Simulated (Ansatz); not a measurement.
BP: energy along a strain

BP, F-43m, a = 4.538 Å (as given, not relaxed at this level: -0.2 GPa). Ansatz: r2SCAN, PAW, 500 eV, Γ-centred 10×10×10 mesh on 2 atoms, Gaussian smearing 0.05 eV; no spin polarisation. Cell vectors (Å): 0.000 2.269 2.269; 2.269 0.000 2.269; 2.269 2.269 0.000. The cell is strained by x per cent times the pattern (0 0 0 0 1 0) in the order xx yy zz yz xz xy (engineering shears), with fractional coordinates held. y is the free energy over the start, V0 = 11.682 Å³/atom. Symmetry makes y even in x.

| x (%) | y (meV/atom) |
| --- | --- |
| -2.00 | 3.11 |
| -1.00 | 0.78 |
| 0.00 | 0.00 |
| 0.25 | ? |
| 0.50 | 0.19 |
| 0.75 | 0.44 |
| 1.25 | 1.22 |
| 1.50 | 1.75 |
| 1.75 | 2.38 |

Fit y = c2 x² + c4 x⁴ to the other rows, get the stiffness along the pattern, and predict the missing energy.

Least squares on the rows shown. y = 0.7800 x² − 0.0006921 x⁴. The clamped-ion stiffness p·C·p = 2 × 7.800 eV × 160.2 / 11.682 Å³ = 214 GPa, which is C55 in these axes (C44 of the cubic crystal). At x = 0.25 the fit asked for gives 0.05 meV/atom. The run gave 0.05 meV/atom, the same to the digits shown.

The energy rises almost purely quadratically with shear, so BP responds harmonically over this range. The fitted quartic term is slightly negative, but its contribution is comparable to the rounding of the energies, so neither its size nor its sign says much about anharmonicity. Agreement at the omitted strain therefore tests the curvature, not the quartic term.

The stiffness of 214 GPa reflects the short, strongly directional sp³ bonds between boron and phosphorus. With the sublattices moving affinely, this shear stretches two of the four bonds around each atom and compresses the other two, while also bending the bond angles. Reversing the shear swaps the two pairs, which is why no cubic term appears.

In zinc blende, the same shear allows the two sublattices to shift against each other, relieving the bond-length changes at some cost in angle bending. The static relaxed-ion C44, the quantity closer to a measured elastic constant, should therefore lie below the value found here, by an amount these energies cannot give.
